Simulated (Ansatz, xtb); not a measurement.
# Relative energy of two isomers of C3H10OSi2

We compare I, `[SiH3][C@@H]1C[C@H]([SiH3])O1`, a singlet, with II, `[SiH3]C1([SiH3])COC1`, a singlet. Both are isolated molecules in the gas phase, relaxed with r2SCAN-D4/def2-SVP.

Task: Estimate E(II) − E(I) at the level CCSD(T)/def2-SVP + ΔMP2/def2-TZVPP.

Result: Calculated at CCSD(T)/def2-SVP + ΔMP2/def2-TZVPP: E(II) − E(I) = −5.7 kcal/mol, so structure II lies lower.

Level by level:

```
                             level            geometry  E(II) − E(I) (kcal/mol)  departure from the last row (kcal/mol)  job, with rough time for the two
                          GFN2-xTB            GFN2-xTB                      +1.7                                    +7.4              optimisation, 0.23 s
                         HF/STO-3G            GFN2-xTB                      +1.4                                    +7.1               single point, 0.6 s
      r2SCAN-D4/def2-SVP//GFN2-xTB            GFN2-xTB                      −4.9                                    +0.8               single point, 8.4 s
                r2SCAN-D4/def2-SVP  r2SCAN-D4/def2-SVP                      −5.0                                    +0.7             optimisation, 1.8 min
                       HF/def2-SVP  r2SCAN-D4/def2-SVP                      −5.2                                    +0.5           part of the CCSD(T) run
                      MP2/def2-SVP  r2SCAN-D4/def2-SVP                      −6.1                                    −0.4           part of the CCSD(T) run
                  CCSD(T)/def2-SVP  r2SCAN-D4/def2-SVP                      −5.3                                    +0.4                      single point
CCSD(T)/def2-SVP + ΔMP2/def2-TZVPP  r2SCAN-D4/def2-SVP                      −5.7                                                       single point, 2 min
```

As drawn, both hold the same kinds of bond in the same numbers.

GFN2-xTB, HF/STO-3G put the two in the other order. The largest departure from CCSD(T)/def2-SVP + ΔMP2/def2-TZVPP is that of GFN2-xTB, 7.4 kcal/mol. The last row adds to CCSD(T) the change of the MP2 difference between the two basis sets, here −0.4 kcal/mol.

With thermal terms from frequencies at re-optimised GFN2-xTB minima (ideal gas, soft modes damped towards free rotors, one conformer each, 298.15 K, 1 atm): on the last row, ΔE + ΔZPE = −5.7, ΔH = −5.6, ΔG = −5.1 kcal/mol.

The correlated steps freeze 14 core orbitals. Mirror images aren't counted in ΔG. Codes used: Ansatz 0.2.0, xtb 6.7.1; the last row on 2 threads of Arm Neoverse V2 on a shared host.

Both isomers are oxetanes, so most of the ring strain cancels and the energy difference mainly reflects where the silyl groups sit. Placing both on the carbon opposite oxygen is favoured over placing one on each carbon next to it. A probable reason is hyperconjugation: in II each C–Si bond, a good σ donor, is vicinal to a C–O bond and can donate into its σ* orbital, whereas in I silicon and oxygen share a carbon. The long C–Si bonds also keep the crowding of the geminal pair modest.

The preference is already present in Hartree–Fock with the split-valence basis, at −5.2 kcal/mol, so electron correlation is not its main source. The reversed sign from GFN2-xTB lies in its energy rather than its geometry, since r2SCAN-D4 gives nearly the same difference on either set of structures. Vibrational and entropic terms leave the order intact. Structure I is the cis form, so the comparison does not place the trans 2,4-isomer.
